Student: Our overlap matrix for the Bi2Te3 supercell has order 30000, and it is factorised on 256 processes. I'm told that the block-cyclic layout cures load imbalance. If I change one setting, which way does the remainder move, and how far?

Lecturer: First see where the order n comes from. The compiled lattice constants are a = 4.386 Å and c = 30.497 Å (Luo 2012). The hexagonal cell of 15 atoms has V = (√3/2)a²c = 508.07 Å³ = 3428.6 bohr³. With a typical sphere radius R = 2.5 bohr and RKmax = 8, Kmax = 3.2 bohr⁻¹, and V·Kmax³/(6π²) = 1897 augmented plane waves. A 4×4×1 supercell of 240 atoms gives 3.04×10⁴, local orbitals not counted. We take n = 30000. The material enters through n alone.

Student: And the conventions?

Lecturer: Right-looking elimination: after each panel the whole trailing square is updated, as in LU. All p processes wait for the slowest at every step. T sums the load of the busiest process, T0 sums the mean load, and η = T/T0 − 1. Complex arithmetic scales T and T0 alike. Let x be the remaining fraction of the order, and count in units of n³ multiply-adds with narrow steps. Then T0 = ∫x² dx/p = 1/(3p). With one contiguous column block per process, the last owner carries x·min(x, 1/p), so T/T0 = 3/2 − 1/(2p²). With one square block per process on a q×q grid, p = q², the corner process carries min(x, 1/q)², so T/T0 = 3 − 2/q, which is 2.875 for q = 16.

Student: Why is two-dimensional worse? It is supposed to be the better layout.

Lecturer: For communication it is. For balance, the last column owner at least sees its columns shorten, while the corner block keeps its full size almost to the end. Now deal b×b blocks cyclically over the grid, as ScaLAPACK does, with panel width b and N = n/b. With m block rows left, the busiest process holds ⌈m/q⌉² blocks, each costing b³ multiply-adds. So T = Σ⌈m/q⌉² and T0 = Σm²/q², m = 1 … N−1. Write ⌈m/q⌉ = m/q + δ with δ < 1. The cross term Σ2m/q ≈ N²/q against T0 ≈ N³/(3q²) gives η below about 3q/N = 3b√p/n, with a further 3q²/N² from δ².

Student: A bound predicts nothing. How loose is it?

Lecturer: About a factor of two. As m falls, δ cycles through 0, 1/q, … (q−1)/q with mean (q−1)/(2q), so the leading estimate is η ≈ 3(q−1)/(2N). Take b = 60, near the typical 64 and a divisor of n, so N = 500. The bound is 9.6 %, its second term 0.3 %, the estimate 4.5 %. The exact sums are T = 169728 and T0 = 162272.5, so η = 4.59 %. Now predict. Go to 1024 processes.

Student: Each process holds fewer blocks, so one extra block row matters more. Four times worse?

Lecturer: The sign is right. But what counts is block rows per process row, N/q, and q only doubles. The factor is 31/15 = 2.07, giving 9.3 %. The exact sum, T = 44544, gives 9.80 %, and the update speeds up by 169728/44544 = 3.81 instead of 4. The plain 2D block layout moves only from 2.875 to 2.94: it has nearly saturated at 3.

Student: Doubling b to 120 should then double η.

Lecturer: Yes: N = 250, estimate 9.0 %, exact 9.50 %. Next, raise RKmax from 8 to 9 in the same cell.

Student: A bigger matrix, more blocks each, better balance. n grows by (9/8)³ = 1.424, so η falls by a factor 0.70, and I lose less time.

Lecturer: Your last clause fails. With N = 712 the estimate is 3.2 % and the exact value 3.22 %, so η does fall. But the work grows as n³, by 2.89, and the time lost goes as η·n³ ∝ n², up by 2.03. The block layouts do not respond at all, since their ratios contain no n. Now keep 256 processes and reshape the grid to Pr×Pc = 4×64.

Student: Same p, so by 3b√p/n nothing changes.

Lecturer: That form assumes a square grid. The load is now ⌈m/Pr⌉·⌈m/Pc⌉, with cross terms m(δr/Pc + δc/Pr) of mean m(Pr + Pc − 2)/(2p). Hence η ≈ 3(Pr + Pc − 2)/(4N), and the bound becomes 3(Pr + Pc)/(2N). At fixed product the sum is least for a square, so η must rise: estimate 9.9 %, exact 9.95 %.

Student: For 1×256 your estimate is 38 %. Do you believe it?

Lecturer: No. It needs Pc ≪ N, and here a process owns at most two block columns. The exact sum gives 33.5 %. With one block column per process it would be near 50 %, the column-block factor 3/2.

Student: Now my real objection. The overlap matrix is Hermitian and positive definite. We use Cholesky and update only the lower triangle. Half the work, the same η?

Lecturer: Good objection, and η changes. Reason first: the diagonal cuts through each q×q tile of blocks, and a process below it keeps its block in every such tile, a process above it none. That is a second source of imbalance, so η rises. Number the trailing block rows and columns from 0, and let a process own rows ≡ r and columns ≡ s modulo q, with A rows in all. Counting a diagonal block as one half, it holds A(A+1)/2 blocks for r > s, A²/2 for r = s and A(A−1)/2 for r < s. The busiest has A = ⌈m/q⌉ and holds A(A+1)/2, except when m ≡ 1 modulo q, where only r = 0 has that many rows and the load is A²/2. The mean is m²/(2q²). In twice the load, the extra A appears in a fraction (q−1)/q of the steps, just the mean of 2δ, so the estimate doubles to 3(q−1)/N = 9.0 %. The exact sum gives 9.22 %, still under 3b√p/n.

Student: And the factor 3 for plain blocks?

Lecturer: It belongs to the square update. For the triangle T0 halves, while some process holds a full off-diagonal block until two block widths remain. In block widths u the peak load is 1 for u ≥ 2, max(u − 1, 1/2) for 1 ≤ u ≤ 2 and u²/2 below. The integral is q − 29/24 against q/6, so T/T0 = 6 − 29/(4q), or 5.55 at q = 16. Collected for the cyclic layout, η in per cent:

change | bound | estimate | exact
none (16×16, b = 60, N = 500) | 9.6 | 4.5 | 4.59
grid 32×32 | 19.2 | 9.3 | 9.80
b = 120 | 19.2 | 9.0 | 9.50
RKmax = 9 | 6.7 | 3.2 | 3.22
grid 4×64 | 20.4 | 9.9 | 9.95
Cholesky | none derived | 9.0 | 9.22

Student: Then I set b = 1 and the problem vanishes.

Lecturer: The imbalance nearly does, but the update degenerates to rank-one operations limited by memory bandwidth, and the number of messages grows as n/b. Other terms also rival η. In LU the column and row panels each need m triangular solves of b³/2 multiply-adds on only q processes. Unless look-ahead hides them, they add m/q per step, or 3q/(2N) = 4.8 % of T0, of which 4.5 % is excess over perfect sharing. With pipelined broadcasts each process receives 2mb²/q words per step, n²/q in all, whatever b is. If β is the time per word and γ the time per multiply-add, that costs 3qβ/(nγ) of T0, which is 4.0 % for an illustrative β/γ = 25.

Student: So what does my run lose?

Lecturer: Your run is Cholesky. For an illustrative 2.5×10¹⁰ multiply-adds per second per process, the model's ideal update takes 0.70 s, half the 1.4 s of LU. Cyclic imbalance adds 0.06 s, while plain 2D blocks would take 3.9 s. The single panel costs m/(2q) per step, which against the halved T0 is again 4.5 % excess. Each process still needs a row and a column share of that panel, about n²/q words in all, so traffic costs 6qβ/(nγ) = 8.0 %. These are the model's numbers. Imbalance, panels and traffic together come to about 22 %, against 13 % for LU, so the overhead is about 2.4 times the imbalance alone, and real runs typically lose more, since panels run well below the matrix-multiply rate. All three terms grow roughly as √p/n on a square grid, so the signs for p and RKmax carry over to the sum. Only two of them scale with b, so doubling b raises the sum from about 22 % to about 36 % (imbalance 19.0, panels 9.0, traffic 8.0) rather than doubling it.